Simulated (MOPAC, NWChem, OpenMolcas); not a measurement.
**CHClInNO (SMILES O=C=[N][InH][Cl]): the dipole moment, rung by rung**

CHClInNO: 6 atoms, total charge 0, spin state singlet. As SMILES, `O=C=[N][InH][Cl]`. The shape is that of a PBE0-D4/def2-TZVP optimisation. This is one conformer, not always the lowest.

```xyz
6

O     1.6280   -2.3204    0.0581
C     0.8966   -1.4709    0.3793
N     0.1367   -0.6269    0.7821
In   -0.7442    1.0279    0.0313
Cl   -0.1270    1.3820   -2.1720
H    -1.7901    2.0083    0.9212
```

Each level gives the dipole moment (D). The values are calculated.

```
                           level            kind     program  value (D)   CPU time
                             AM1  semi-empirical       MOPAC       3.68  under 2 s
                             PM3  semi-empirical       MOPAC       1.57  under 2 s
    HF/def2-SVP (core potential)    Hartree–Fock  OpenMolcas       3.96      9.4 s
 SVWN5/def2-SVP (core potential)             LDA  OpenMolcas       3.17       21 s
revPBE/def2-SVP (core potential)             GGA  OpenMolcas       3.13       29 s
  TPSS/def2-SVP (core potential)        meta-GGA  OpenMolcas       3.16       39 s
r2SCAN/def2-SVP (core potential)        meta-GGA  OpenMolcas       3.42       35 s
  PBE0/def2-SVP (core potential)   global hybrid      NWChem       3.48       64 s
```

The values span 1.57 to 3.96 D. Magnitudes only. Times are those of the runs behind each value, whatever else they computed, on shared processors of several kinds: orders of magnitude only.

The molecule is clearly polar: every Hartree–Fock and density-functional value lies between 3.13 and 3.96 D. The polarity stems from electropositive indium bonded to two electron-withdrawing groups, chloride and isocyanate. Their bond dipoles point in different directions and partly cancel, so the total depends on the balance of charge between the two ligands as well as on the ionicity of each bond.

Hartree–Fock gives the largest moment and the semi-local functionals smaller ones, with PBE0 in between, probably because mean-field exchange without correlation exaggerates the charge separation. The functional rungs do not form a steady progression: LDA, revPBE and TPSS nearly coincide, whereas r2SCAN comes close to PBE0 without any exact exchange. PM3, at 1.57 D, falls far below everything else, including AM1, so the semi-empirical pair does not settle the magnitude. Nor does the agreement among functionals establish an accurate moment, since they share a small basis without diffuse functions, and an error from that source would not show up in their spread.
